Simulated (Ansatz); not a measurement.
**A correction line for MP2/def2-TZVPP: vertical ionisation energy**

The vertical ionisation energy (cation less neutral) in eV of 6 molecular compounds of Sn: x at MP2/def2-TZVPP, y at CCSD(T)/def2-TZVPP. Shapes, held fixed at every level: PBE0-D4/def2-TZVP. Flexible molecules stand in one conformer, not always the lowest. Programs: Ansatz 0.2.0.

| molecule | x (eV) | y (eV) |
| --- | --- | --- |
| C2H6OSn (SMILES C[CH2][Sn][OH]) | 8.43 | 8.35 |
| Sn(CH3)Cl | 8.91 | 8.80 |
| Sn(OH)(SH) | 9.60 | 9.46 |
| Sn(NH2)Br | 9.89 | ? |
| Sn(NH2)F | 9.90 | 9.75 |
| Sn(OH)F | 10.72 | 10.28 |

Problem. Fit y = c + s·x to the known rows and predict y for Sn(NH2)Br.

Solution. 
1. Means of the 5 rows: x = 9.5120, y = 9.328.
2. Σ(Δx)² = 3.1507, Σ(Δx·Δy) = 2.7014, so the slope is 2.7014/3.1507 = 0.8574.
3. Intercept: 9.328 − (0.8574) × 9.5120 = 1.172. The largest residual of the fit is 0.089.
4. Sn(NH2)Br: 1.172 + 0.8574 × 9.89 = 9.65 eV.

CCSD(T)/def2-TZVPP gives 9.64 eV, so the prediction is off by +0.01 eV, within the largest residual. Uncorrected, MP2/def2-TZVPP misses it by +0.25 eV, and the other rows by 0.18 on average. The line removes about 100 % of this miss. Left out in turn, the other rows are missed by 0.11 eV on average. Cations run unrestricted. For atoms past krypton def2 sets carry core potentials with scalar relativity. Relativity is left out for Br. Outer-core shells of Br, Sn are correlated, in sets that cover them unevenly.

MP2 overestimates the ionisation energy in every row, and the error broadly grows with the energy itself, though Sn(NH2)F breaks the order by erring less than Sn(NH2)Br. The slope below one rests largely on Sn(OH)F, the end point with by far the largest error. The close hit for Sn(NH2)Br is therefore partly fortuitous: MP2 puts it level with Sn(NH2)F (9.89 and 9.90 eV), whereas CCSD(T) separates them (9.64 and 9.75 eV), a difference no line in x alone can reproduce.

In these divalent tin compounds the electron probably leaves mainly the tin lone pair, which has strong 5s character. Electronegative ligands withdraw charge from tin and stabilise that orbital, which fits the low values of the alkyl compounds and the high value of Sn(OH)F. The uneven MP2 error suggests that relaxation and correlation around the hole vary with the ligands, perhaps through admixture of their lone pairs, and second order treats these effects incompletely.
